**Q.** I want the energy of the gas-phase exchange in which a silyl group moves from an Al–O–Si bridge onto germyl fluoride. Which of these levels do I need?

Calculated values. Electronic energies of the gas-phase reaction [NH2][Al]([SH])[O][SiH3] + [F][GeH3] -> [F][GeH2][SiH3] + [NH2][Al]([OH])[SH] (SMILES, all singlets), products less reactants, from Ansatz 0.2.0 at PBE0-D4/def2-TZVP geometries. Functionals use def2-TZVPP, correlated methods the default frozen cores; the reference is CCSD(T) at the MP2-additive def2 basis-set limit.

| level | class | exact exchange, long range (%) | reaction energy (kJ/mol) | less CCSD(T) (kJ/mol) |
| --- | --- | --- | --- | --- |
| B3LYP-D4 | global hybrid | 20 | 98.9 | 0.6 |
| BHLYP-D4 | global hybrid | 50 | 110.8 | 12.4 |
| wB97M-V | range-separated | 100 | 99.6 | 1.3 |
| B3LYP | global hybrid | 20 | 97.2 | -1.2 |
| r2SCAN0 | global hybrid | 25 | 97.4 | -1.0 |
| LC-wPBE | range-separated | 100 | 92.9 | -5.5 |
| SCS-MP2/def2-SVP | wave function | n/a | 113.6 | 15.2 |
| CCSD/def2-SVP | wave function | n/a | 105.5 | 7.1 |
| SCS-MP2/def2-TZVPP | wave function | n/a | 111.6 | 13.3 |
| HF/def2-limit | wave function | n/a | 129.6 | 31.2 |
| MP2/def2-limit | wave function | n/a | 103.7 | 5.3 |
| CCSD/def2-limit | wave function | n/a | 101.3 | 2.9 |

**A.** That depends on the purpose. The column "less CCSD(T)" is the error of each level against the reference, and every row makes the reaction endothermic, so any level settles the direction. An error of RT ln 10 = 5.7 kJ/mol shifts the equilibrium constant K tenfold at room temperature, and seven of the twelve rows stay inside that. Five stay within 1 kcal/mol. These differences are listed in the output after this exchange; nothing is fitted.

**Q.** Why do the levels disagree so much? Two molecules go in and two come out.

**A.** The bond types change: Si–O and Ge–H give way to O–H and Ge–Si, so errors per bond need not cancel. One limiting case is HF, with exact exchange and no correlation, which lies 31.2 kJ/mol too high. The numbers therefore show that correlation favours the products. The other limit is a semilocal functional without exact exchange, and in the same runs these lie low, PBE by 23.8 and r2SCAN by 4.8 kJ/mol, with B97M-V the exception at 4.5 high. The useful levels in the table either descend from HF by adding correlation or mix the two limits.

**Q.** How fast does the descent from HF converge?

**A.** At the basis limit MP2 recovers 83 % of the correlation effect and CCSD 91 %. The triples supply the last −2.9 kJ/mol. All wave-function rows approach from above, and the largest T1 diagnostic, 0.012, gives no sign of strong multireference character. MP2 at the limit is thus just good enough for K within a factor of ten, and CCSD for 1 kcal/mol.

**Q.** Can I save by running CCSD in a small basis?

**A.** It does worse than MP2 at the limit. Of the 7.1 kJ/mol error of CCSD/def2-SVP, 4.2 is basis and the rest is the triples. Even that basis error is a remainder: in def2-SVP the HF part is 7.4 kJ/mol below its limit while the MP2 correlation part is 12.3 above. Correlation converges slowly because the cusp between electrons needs high angular momentum. A small-basis result that looks settled rests here on this partial cancellation.

**Q.** Spin-component scaling is meant to improve MP2. Why is it worse?

**A.** Split the MP2 correlation part of the reaction into opposite-spin (OS) and same-spin (SS) terms; SCS-MP2 with the standard factors, which I assume, uses 6/5 OS + 1/3 SS. If the effect were all opposite-spin, scaling would enlarge it by a fifth and move MP2 towards the reference. If it were all same-spin, two thirds would be lost. The two changes, OS/5 and −2/3 SS, balance when SS is 3/13 of the total.

In def2-TZVPP, OS + SS = −19.8 kJ/mol and SCS-MP2 lies 4.9 above MP2, so OS/5 − (2/3)(−19.8 − OS) = 4.9. With unrounded energies this gives OS ≈ −9.5 and leaves slightly over half to the same-spin term, far beyond the balance point. MP2 already recovers too little here, and scaling removes more. Two equations fix two unknowns, so this is a decomposition and no test. The numbers do show that the gap stays near 5 kJ/mol from def2-SVP to def2-QZVPP, so it belongs to the method.

**Q.** B3LYP-D4 is almost exact. Is 20 % exact exchange simply right?

**A.** It suits that family for this reaction in def2-TZVPP, and a larger basis may shift the best share. A global hybrid replaces a share of semilocal exchange by HF exchange, so theory has the energy move about linearly with the share, and in all three families at hand it rises. BLYP-D4 is 6.1 kJ/mol low and BHLYP-D4 is 12.4 high. B3LYP-D4 falls where the error changes sign, which is consistent with cancellation. B3LYP, here in the form with VWN-RPA correlation, also changes the gradient and local correlation terms, so this family isn't a strict line in one parameter.

The starting point and slope belong to the family. PBE gains 0.38 kJ/mol per per cent of exact exchange and r2SCAN about 0.15, but PBE starts far lower. With the same 25 %, r2SCAN0 is close to the reference and PBE0 lies 13.4 kJ/mol below r2SCAN0. The share needed to reach the reference depends on both start and slope: BLYP starts lower than r2SCAN but needs less exact exchange, because its energy rises faster.

**Q.** Then the two rows with 100 % should sit near HF, and they don't.

**A.** That column gives the long-range share only. By definition LC-wPBE has no exact exchange at short range and wB97M-V roughly 15 %, so their 100 is not comparable with the shares of the global hybrids. Even 100 % at every distance wouldn't give HF, because both functionals also contain correlation. HSE06, which drops the distant tail of PBE0's exact exchange, differs from it by 0.2 kJ/mol, whereas LC-wPBE lies 18.4 above PBE. If the slope from PBE to PBE0 held up to 100 %, full exact exchange would add about 38 kJ/mol to PBE. LC-wPBE, which switches over at about a bond length, much sooner than HSE06, gains roughly half of that. The effect thus seems to come from short and middle distances and hardly from the far tail.

**Q.** Can you rank the four best functionals in the table?

**A.** No, because they lie within 1.3 kJ/mol of a reference that may be no surer than that. The reference is additive, its last 2.2 kJ/mol is MP2 extrapolation beyond quadruple zeta, and the default frozen cores are only the inner ones: outer-core shells are correlated without core-valence functions, with an untested effect. The functionals are in def2-TZVPP, where HF is still 3.1 kJ/mol below its limit, and a similar shift in the functionals would exceed the spread among these four. They also differ in dispersion: D4 adds 1.7 kJ/mol to B3LYP, r2SCAN0 has none, and wB97M-V carries its own.

**Q.** What should I run, and what does it cost?

**A.** Formally hybrids scale about as N⁴ with system size N, MP2 as N⁵, CCSD as N⁶ and the triples as N⁷, and the correlated steps grow steeply with the basis. That is why the reference spends its large bases on MP2 and adds CCSD(T) less MP2 from triple zeta, a term that moves only from −4.9 to −5.3 kJ/mol between def2-SVP and def2-TZVPP. For the sign a functional is enough. For 1 kcal/mol a single functional is a gamble, since only 9 of the 27 listed in the output reach it (versions with and without D4 counted separately), and disagreement between hybrids of different families calls for the composite scheme.

Comparison with a measurement needs more than the electronic energy. Zero-point and thermal terms raise it by 2.6 kJ/mol to an enthalpy of 101.0 at 298 K. Each species is also a single conformer, not always the lowest. The shared geometries keep the levels comparable, but the reference may not be the lowest-conformer value.

The analysis program printed:

```
energies in kJ/mol; reference 98.35; table rounding 0.05; RT ln10 at 298 K 5.71
level                 energy  error  % of ref  factor in K
B3LYP-D4                98.9    0.6      0.6        1.27
r2SCAN0                 97.4   -1.0     -1.0         1.5
B3LYP                   97.2   -1.2     -1.2        1.62
wB97M-V                 99.6    1.3      1.3        1.69
CCSD/def2-limit        101.3    2.9      2.9        3.22
MP2/def2-limit         103.7    5.3      5.4        8.48
LC-wPBE                 92.9   -5.5     -5.6         9.2
CCSD/def2-SVP          105.5    7.1      7.2        17.5
BHLYP-D4               110.8   12.4     12.6         149
SCS-MP2/def2-TZVPP     111.6   13.3     13.5         214
SCS-MP2/def2-SVP       113.6   15.2     15.5         460
HF/def2-limit          129.6   31.2     31.7    2.92e+05
rows within 1 kcal/mol (4.18): 5, within RT ln10: 7, of 12; span 36.7
limit steps: HF to MP2 -25.9, MP2 to CCSD -2.4, triples -2.9
correlation -31.2; recovered by MP2 83 %, by CCSD 91 %
basis                  SVP   TZVPP   QZVPP   limit
HF                   122.2   126.5   129.2   129.6
MP2                  108.6   106.7   105.9   103.7
MP2 less HF          -13.6   -19.8   -23.3   -25.9
HF less its limit     -7.4    -3.1    -0.4
corr. less limit      12.3     6.1     2.6
MP2 less its limit     4.9     3.0     2.2
CCSD(T) less ref       5.3     3.0
triples               -1.9    -2.9
CCSD(T) less MP2      -4.9    -5.3
SCS-MP2 less MP2       5.0     4.9     5.2
opposite-spin part    -4.7    -9.5   -11.9  (standard factors 6/5, 1/3 assumed)
same-spin part        -9.0   -10.3   -11.4
SCS in TZVPP: opposite-spin boost -1.9, same-spin cut +6.9
CCSD/SVP error 7.1 = basis 4.2 + triples 2.9
BLYP-D4 92.2, B3LYP-D4 98.9, BHLYP-D4 110.8; per % exchange 0.33, 0.40
r2SCAN 93.6, r2SCANh 95.1, r2SCAN0 97.4; per % exchange 0.16, 0.15
PBE 74.5, PBE0 84.0; per % exchange 0.38
r2SCAN0 less PBE0 (both 25 %) 13.4; HSE06 less PBE0 -0.2; LC-wPBE less PBE 18.4, less PBE0 8.9
D4 adds: r2SCAN0 0.8, BHLYP 1.0, PBE0 1.3, B3LYP 1.7, BLYP 2.3, revPBE 3.8
errors of functionals from the same runs that the table omits:
  LDA -20.4, PBE -23.8, PBE-D4 -22.6, revPBE -24.9, revPBE-D4 -21.0, BLYP -8.4
  BLYP-D4 -6.1, r2SCAN -4.8, r2SCAN-D4 -4.1, B97M-V +4.5, PBE0 -14.4, PBE0-D4 -13.1
  HSE06 -14.5, HSE06-D4 -13.3, r2SCANh -3.2, r2SCAN0-D4 -0.2, BHLYP +11.5, CAM-B3LYP-D4 +7.5
  wB97X-V -0.1, B2PLYP +4.3, PBE-QIDH -0.8
all 27 functionals: errors -24.9 to +12.4, within 4.18: 9
zero point 2.0; dH298 101.0 (+2.6 on ref); dG298 100.7 (+2.3); dS 1.1 J/mol/K; log10 K -17.6
```
